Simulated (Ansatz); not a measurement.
# A series in volume scale on Bi

All results are calculated (Ansatz 0.2.0). Periodic Kohn-Sham DFT of a crystal at fixed atoms, scaled to volume_scale times the given cell; pressure positive in compression, energy less spherical unpolarised free atoms, largest_vzz the field gradient of largest size among the nuclei.

The cell before it is scaled or strained (space group R-3m, No. 166):
```
Bi
1.0
      2.2730     1.3123     3.9540
     -2.2730     1.3123     3.9540
      0.0000    -2.6246     3.9540
Bi
2
Direct
  0.23389 0.23389 0.23389
  0.76611 0.76611 0.76611
```

Settings of every row: method all-electron LAPW; functional LDA; relativity scalar; k mesh 11x11x11; filling fermi-dirac; smearing width 0.03 eV; basis error target 0.25 meV/atom; nucleus gaussian.

Atom start moment: 0 on all atoms.

Limits: no spin-orbit coupling on heavy atoms.

| row | volume scale | V (Å³/atom) | pressure (GPa) | energy less free atoms (eV/atom) |
| --- | --- | --- | --- | --- |
| 1 | 0.94 | 33.26 | 1.34 | -4.5528 |
| 2 | 0.96 | 33.967 | 0.159 | -4.5561 |
| 3 | 0.98 | 34.675 | -0.892 | -4.5544 |
| 4 | 0.99 | 35.029 | -1.373 | -4.5519 |
| 5 | 1 | 35.383 | -1.826 | -4.5484 |
| 6 | 1.01 | 35.736 | -2.254 | -4.5439 |
| 7 | 1.02 | 36.09 | ? | ? |
| 8 | 1.04 | 36.798 | -3.396 | -4.525 |
| 9 | 1.06 | 37.506 | -4.052 | -4.5085 |

Question: what pressure and energy less free atoms should row 7 give?

Worked fit of pressure. Take u = (V_r/V)^(2/3) − 1 with V_r = 35.206 Å³ an atom, which is twice the finite (Eulerian) strain; such expansions in the strain, on which the Birch-Murnaghan equation of state is built, carry the rest volume and the bulk modulus. The shown rows have u = 0.03864, 0.02417, 0.01018, 0.00337, -0.00334, -0.00991, -0.02905, -0.04131. Least squares give pressure = −1.6033 + 67.689 × u + 211.77 × u² + 198 × u³ GPa; a parabola predicts inner rows, each left out in turn, worse (root mean square 0.003 against 0.00072 GPa). The rows lie off it by 0.000, 0.000, 0.000, 0.000, 0.001, -0.001, 0.000, 0.000. The pressure vanishes at u = 0.0221, or V = 34.07 Å³ an atom, and there the bulk modulus at fixed shape and fractions is B = −V dP/dV = (2/3)(1 + u) dP/du = 52.7 GPa. Letting shape and atoms relax would as a rule lower it, by much in layered, chain or molecular crystals. The withheld row has u = -0.0164, so the fit gives −1.6033 + 67.689 × (-0.0164) + 211.77 × (-0.0164)² + 198 × (-0.0164)³ = -2.657 GPa.

The calculation gave -2.657 GPa. The fit meets it to the printed digit.

Worked fit of energy less free atoms. Take u = (V_r/V)^(2/3) − 1 with V_r = 35.206 Å³ an atom, which is twice the finite (Eulerian) strain; such expansions in the strain, on which the Birch-Murnaghan equation of state is built, carry the rest volume and the bulk modulus. The shown rows have u = 0.03864, 0.02417, 0.01018, 0.00337, -0.00334, -0.00991, -0.02905, -0.04131. Least squares give energy less free atoms = −4.55028 − 0.5285 × u + 11.842 × u² + 3.7 × u³ eV/atom; a parabola predicts inner rows, each left out in turn, worse (root mean square 6.1e-05 against 3.4e-05 eV/atom). All shown rows lie on it to the printed digit. Its lowest point lies at u = 0.0221, or V = 34.07 Å³ an atom, and the curvature there gives the bulk modulus at fixed shape and fractions, B = (4/9)(1 + u)² E″(u)/V = 52.8 GPa. Letting shape and atoms relax would as a rule lower it, by much in layered, chain or molecular crystals. The withheld row has u = -0.0164, so the fit gives −4.55028 − 0.5285 × (-0.0164) + 11.842 × (-0.0164)² + 3.7 × (-0.0164)³ = -4.5384 eV/atom.

The calculation gave -4.5384 eV/atom. The fit meets it to the printed digit.
